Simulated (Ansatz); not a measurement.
## CuSiO3: the change of energy above lowest point with volume scale

Free energy against uniform scaling of the volume at fixed shape and fractions; periodic cell, basis, potentials, k mesh and filling as listed. The results are calculated, by Ansatz 0.2.0.

The cell before it is scaled or strained (space group Pmma, No. 51):
```
cell vectors (Å)
   8.9879     0.0000     0.0000
   0.0000     2.8698     0.0000
   0.0000     0.0000     4.9346
atoms (fractions of the cell vectors)
Si  0.75000  0.50000  0.87786
Si  0.25000  0.50000  0.12214
Cu  0.50000  0.00000  0.50000
Cu  0.00000  0.00000  0.50000
O   0.59725  0.50000  0.69566
O   0.40275  0.50000  0.30434
O   0.90275  0.50000  0.69566
O   0.09725  0.50000  0.30434
O   0.25000  0.00000  0.94523
O   0.75000  0.00000  0.05477
```

Settings of every row: functional PBEsol; dispersion D4; potentials PAW; wave cutoff 500 eV; density cutoff 2000 eV; k mesh 3x9x6; k shift 0x0x0; occupations fermi dirac; smearing width 0.1 eV; spin none.

Limits: coarse k mesh, up to 40 meV an atom off; the cell comes from a prototype or a list of computed structures and needn't be the stable phase.

```
row  volume scale  V (Å³/atom)  energy above lowest point (meV/atom)
  1        0.9406       11.972                                   2.5
  2        0.9703        12.35                                     0
  3             1       12.728                                   9.3
  4        1.0297       13.106                                     ?
  5        1.0594       13.484                                  56.4
```

Question: what energy above lowest point should row 4 give?

Worked fit of energy above lowest point. Take u = (V_r/V)^(2/3) − 1 with V_r = 12.539 Å³ an atom, which is twice the finite (Eulerian) strain; such expansions in the strain, on which the Birch-Murnaghan equation of state is built, carry the rest volume and the bulk modulus. The shown rows have u = 0.03133, 0.01018, -0.00992, -0.04729. Least squares give energy above lowest point = 3.3 − 463.2 × u + 13950 × u² meV/atom; a straight line predicts inner rows, each left out in turn, worse (root mean square 14 against 0.072 meV/atom). All shown rows lie on it to the printed digit. Its lowest point lies at u = 0.0166, or V = 12.23 Å³ an atom, and the curvature there gives the bulk modulus at fixed shape and fractions, B = (4/9)(1 + u)² E″(u)/V = 168 GPa. Letting shape and atoms relax would as a rule lower it, by much in layered, chain or molecular crystals. The withheld row has u = -0.02905, so the fit gives 3.3 − 463.2 × (-0.02905) + 13950 × (-0.02905)² = 28.5 meV/atom.

The calculation gave 28.7 meV/atom. The fit lies 0.2 meV/atom (0.35 % of the column's range) below it; its largest miss of a shown row is 0.0 meV/atom.
